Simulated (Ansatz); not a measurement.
A series in volume ratio on TiAs

Results calculated with Ansatz 0.2.0, not measured. Plane-wave density functional theory, PAW datasets, Gaussian smearing 0.05 eV: equation of state, the given cell scaled in volume with shape and atoms relaxed at each volume.

The cell before it is scaled or strained (space group F-43m, No. 216):
```
CELL_PARAMETERS angstrom
0.00000 2.84360 2.84360
2.84360 0.00000 2.84360
2.84360 2.84360 0.00000
ATOMIC_POSITIONS crystal
Ti 0.00000 0.00000 0.00000
As 0.25000 0.25000 0.25000
```

Settings of every row: paw set soft_2; functional PBEsol; spin treatment none; moment partition spheres; spin axis none; wave cutoff 420 eV; k mesh 10x10x10; symmetry use detected.

Atom hubbard u: 0 on all atoms.

Limits: the cell comes from a prototype or a list of computed structures and needn't be the stable phase.

```
row  volume ratio  V (Å³/atom)  energy above given cell (meV per atom)  pressure (GPa)
  1          0.96       22.074                                    9.98           3.601
  2          0.98       22.534                                    2.41           1.715
  3             1       22.994                                       0            0.01
  4          1.02       23.454                                    2.24          -1.531
  5          1.04       23.914                                       ?               ?
```

Question: what energy above given cell and pressure should row 5 give?

Worked fit of energy above given cell. Take u = (V_r/V)^(2/3) − 1 with V_r = 22.764 Å³ an atom, which is twice the finite (Eulerian) strain; such expansions in the strain, on which the Birch-Murnaghan equation of state is built, carry the rest volume and the bulk modulus. The shown rows have u = 0.02073, 0.00679, -0.00668, -0.01971. Least squares give energy above given cell = 0.594 + 177.83 × u + 13262.5 × u² meV per atom; a straight line predicts inner rows, each left out in turn, worse (root mean square 3.4 against 0.0055 meV per atom). All shown rows lie on it to the printed digit. Its lowest point lies at u = -0.0067, or V = 22.99 Å³ an atom, and the curvature there gives the bulk modulus with shape and atoms relaxed, B = (4/9)(1 + u)² E″(u)/V = 81 GPa. The withheld row has u = -0.03232, so the fit gives 0.594 + 177.83 × (-0.03232) + 13262.5 × (-0.03232)² = 8.70 meV per atom.

The calculation gave 8.69 meV per atom. The fit lies 0.01 meV per atom (0.1 % of the column's range) above it, one unit of the last digit. This row lies beyond the range of the fit.

Worked fit of pressure. Take u = (V_r/V)^(2/3) − 1 with V_r = 22.764 Å³ an atom, which is twice the finite (Eulerian) strain; such expansions in the strain, on which the Birch-Murnaghan equation of state is built, carry the rest volume and the bulk modulus. The shown rows have u = 0.02073, 0.00679, -0.00668, -0.01971. Least squares give pressure = 0.8412 + 126.578 × u + 315.92 × u² GPa; a straight line predicts inner rows, each left out in turn, worse (root mean square 0.082 against 0.00053 GPa). All shown rows lie on it to the printed digit. The pressure vanishes at u = -0.0068, or V = 23 Å³ an atom, and there the bulk modulus with shape and atoms relaxed is B = −V dP/dV = (2/3)(1 + u) dP/du = 81 GPa. The withheld row has u = -0.03232, so the fit gives 0.8412 + 126.578 × (-0.03232) + 315.92 × (-0.03232)² = -2.920 GPa.

The calculation gave -2.924 GPa. The fit lies 0.004 GPa (0.061 % of the column's range) above it; its largest miss of a shown row is 0.000 GPa. This row lies beyond the range of the fit.
